Near zero pressure, cubic boron nitride takes about 4 GPa to change its volume by one per cent. A one per cent change in every bond length is about three per cent in volume, so it takes roughly 12 GPa. These two figures serve for small strains in either direction. For larger ones the question is how quickly they go out of date: how hard does the crystal pull back when it is stretched well past its resting size?

Cubic BN (space group F-43m) at several hydrostatic strains, computed with Ansatz 0.2.0 using spin-unpolarised density functional theory with the r2SCAN functional, PAW and plane waves. The wave cutoff is 500 eV and the k mesh 12×12×12, with fixed occupations. Pressure is positive in compression.

| volume (Å³/atom) | shortest distance (Å) | pressure (GPa) |
| --- | --- | --- |
| 4.946 | 1.475 | 92.54 |
| 5.201 | 1.501 | 59.92 |
| 5.402 | 1.520 | 38.67 |
| 5.533 | 1.532 | 26.55 |
| 5.552 | 1.533 | 24.92 |
| 5.704 | 1.547 | 12.51 |
| 6.061 | 1.579 | -11.26 |
| 6.222 | 1.593 | -20.02 |
| 6.239 | 1.594 | -20.86 |
| 6.424 | 1.610 | ? |
| 6.634 | 1.627 | ? |
| 6.843 | 1.644 | ? |

Volume is given per atom, and positive pressure means that the crystal pushes outward. Negative pressure means that it is held stretched and would contract if released. The known pressures fall at every step and change sign between 5.704 and 6.061 Å³/atom, so the resting volume lies between these rows. The stress in these runs is the same along all three axes and equals the pressure, as cubic symmetry demands.

**Why the curve bends**

The pressure does not fall along a straight line. Between the two smallest volumes it drops by 128 GPa for each Å³/atom, but only by 67 across the resting volume. Squeezed cubic BN is much stiffer than relaxed cubic BN.

Part of the bend is plain geometry. Pressure is force per area, the area grows as the crystal stretches, and a given step in volume changes the bond length less at large volume than at small. Bonds that were perfect springs in their length would therefore already bend the curve. In the terms defined below they give $B'=1$, and since the bend near rest scales with $B'+1$, geometry is expected to supply about two fifths of it here. For the rest, standard bonding theory gives the reason, although the table does not separate the parts. When atoms are pushed together, their valence electrons are confined more tightly, and the kinetic energy this costs is expected to climb steeply. Overlap of filled inner shells should matter little here, because boron and nitrogen have only a compact 1s shell below their valence electrons. When atoms are pulled apart, this outward push weakens faster than the attraction of the bond, and the balance tips to a pull. The push does not vanish: the plane-wave kinetic term of these runs falls only from 191.5 eV per cell at 5.402 Å³/atom to 179.2 eV at 6.634, so the pressure is a small remainder of large opposing terms. The energy curve thus has a hard wall on one side and a soft slope on the other. The same reasoning applies to most other crystals near their resting volume: squeezing raises the stiffness, and stretching lowers it.

**A formula for the stretched side**

Take the strain measure $f=\tfrac12[(V_0/V)^{2/3}-1]$, where $V$ is the volume and $V_0$ its resting value. It is positive in compression and negative in tension. Write the energy as a term in $f^2$ plus a smaller one in $f^3$, and take the pressure $P=-dE/dV$. The result is the third-order Birch-Murnaghan equation:

$$P=3B_0f(1+2f)^{5/2}\left[1+\tfrac32(B'-4)f\right]$$

Here $B_0$ is the bulk modulus, the resistance to a uniform volume change at zero pressure, and $B'$ is the rate at which this resistance grows with pressure. Fitted to the nine known rows, the equation gives $V_0=5.879$ Å³/atom, $B_0=392$ GPa and $B'=3.64$. If $B'$ were exactly 4, the energy would be a plain parabola in $f$ at this order. The fitted value is close to that, so the $f^3$ term is only a small correction. This is encouraging for a forecast some way beyond the data, though it does not prove that the higher terms are small.

The largest volume, 6.843 Å³/atom, which was not in the fit, shows how the estimate works. The volume ratio gives $f=-0.0481$, the factor $(1+2f)^{5/2}$ is 0.776 and the bracket is 1.026. Then

$$P\approx3\times392\times(-0.0481)\times0.776\times1.026\approx-45\ \text{GPa}.$$

A constant slope taken from the resting volume would give −64 GPa. Most of the difference comes from the factor 0.776, and the correction in the bracket is under three per cent.

**How far to trust it**

The known rows allow a rehearsal. Fitted to the six compressed rows alone, the same equation forecasts the three known stretched rows to within 0.03 GPa. The pressures also agree with the total energies of the same runs. The area under the fitted curve from 4.946 to 6.061 Å³/atom is 0.2293 eV/atom, against a computed energy drop of 0.2296 eV/atom, which argues against a sizeable stress error from the finite basis. The small gap is about what rounding the volumes to three decimals can cause.

Three risks remain: strain terms beyond $f^3$, which grow with stretching, a change in the electronic state, and different settings in the withheld rows. The second looks unlikely, because the known rows keep a band gap of about 5 eV. As to the third, four of the known rows name a particular PAW set and the other five name none, yet all nine lie within 0.03 GPa of the fitted curve, so no offset is visible. As an error bar I take 5% of the forecast change in pressure since the last known row. This is a judgement about how far the slope could be off, not a statistical error.

The forecasts are:

- at 6.424 Å³/atom, −29.5 ± 0.4 GPa;
- at 6.634 Å³/atom, −37.9 ± 0.9 GPa;
- at 6.843 Å³/atom, −45.0 ± 1.2 GPa.

In words, the pull should grow from row to row, but each step should add less tension per unit of volume than the one before. It should not reach a maximum in this range, and it should stay clearly weaker than the straight line says.

The withheld rows as computed:

| volume (Å³/atom) | shortest distance (Å) | pressure (GPa) |
| --- | --- | --- |
| 6.424 | 1.610 | -29.51 |
| 6.634 | 1.627 | -37.88 |
| 6.843 | 1.644 | -44.92 |

**What came out**

All three forecasts hold. The computed pressures are −29.51, −37.88 and −44.92 GPa, and the qualitative statements are borne out as well. The slope leading to the last row is only 34 GPa for each Å³/atom, about half of its value across the resting volume.

The misses are small and grow with volume; the first is below the scatter of the fit. The forecast pull is too strong each time, by about 0.01, 0.05 and 0.12 GPa. These sizes are blurred by rounding: the volumes are given to three decimals, which is worth up to 0.06 GPa on the steep side of the curve and is expected to account for much of the scatter of the fit. The steady, one-sided growth is what a neglected $f^4$ term should produce, and that is the likelier cause. To pin it down, rebuild the volumes from the stated strains and fit one more term. The Vinet equation, another common form, used with the same constants, errs to the other side in all three rows by less than 0.1 GPa.

The error bars were far too cautious: the largest miss is about a tenth of its bar. The rehearsal had already hinted at this, since it reached almost as far beyond its data and missed by very little. The straight line, in contrast, overstates the pull at the largest volume by 19 GPa, or 43% of the computed value.

**What to do with it**

For volume changes of a per cent or two, a constant bulk modulus gives the pressure to within about five per cent. Beyond that, use the full equation, or at least let the stiffness change with pressure: near rest, cubic BN loses about 3.6 GPa of bulk modulus for every GPa of tension. Before extrapolating, leave out the rows at one end, forecast them from the rest, and let the misses guide the error bar.

These pressures belong to a perfect crystal with its atoms at rest. Zero-point and thermal motion are not included, and they normally push the resting volume up a little. The largest computed tension is only where the table ends, not a limit of the crystal, since the pull is still growing there. Nor do these runs test whether BN would keep its cubic structure under such tension. The printed output below gives the fits and all the comparisons.

Numerical output:

```
fit of pressure on 9 rows: coefficient of u**2.5 -722.1 +/- 2.2, coefficient of u**3.5 864.6 +/- 4.2, coefficient of u**4.5 -150.2 +/- 2; rms 0.0156, worst 5.552 -0.0261, leave-one-out rms 0.032
  rows outside the fit (model, value, miss): 6.424 -29.52, -29.51, -0.00562; 6.634 -37.93, -37.88, -0.0523; 6.843 -45.04, -44.92, -0.12
equilibrium volume of the fit (A^3/atom): 5.879
bulk modulus at zero pressure (GPa): 391.6
pressure derivative of the bulk modulus: 3.638
forecast pressures of the withheld rows (GPa): 6.424 -29.52, 6.634 -37.93, 6.843 -45.04
error bars of the forecasts (GPa): 6.424 0.4325, 6.634 0.8534, 6.843 1.209
Vinet form with the same constants, withheld rows (GPa): 6.424 -29.48, 6.634 -37.84, 6.843 -44.87
straight line of constant slope, withheld rows (GPa): 6.424 -36.27, 6.634 -50.26, 6.843 -64.18
fit of pressure on 6 rows (vol < 5.8): coefficient of u**2.5 -720.9 +/- 9.6, coefficient of u**3.5 862.3 +/- 18, coefficient of u**4.5 -149.1 +/- 8.1; rms 0.0173, worst 5.552 -0.0268, leave-one-out rms 0.0861
  rows outside the fit (model, value, miss): 6.061 -11.26, -11.26, -0.00496; 6.222 -20, -20.02, 0.025; 6.239 -20.85, -20.86, 0.00582; 6.424 -29.5, -29.51, 0.00887; 6.634 -37.91, -37.88, -0.0335; 6.843 -45.02, -44.92, -0.0971
model bulk modulus at the smallest volume (GPa): 701.5
model bulk modulus at the last known row (GPa): 313.3
model bulk modulus at the largest withheld volume (GPa): 214.1
energy drop from 4.946 to 6.061 by the pressure curve (eV/atom): 0.2293
same energy drop from the total energies (eV/atom): 0.2296
slope between the two smallest volumes (GPa per A^3/atom): -127.9
slope between 5.704 and 6.061 (GPa per A^3/atom): -66.58
computed slopes leading to each withheld row (GPa per A^3/atom): 6.424 -46.76, 6.634 -39.86, 6.843 -33.68
miss as a fraction of the error bar, forecast less computed: 6.424 -0.01298, 6.634 -0.06133, 6.843 -0.09945
```
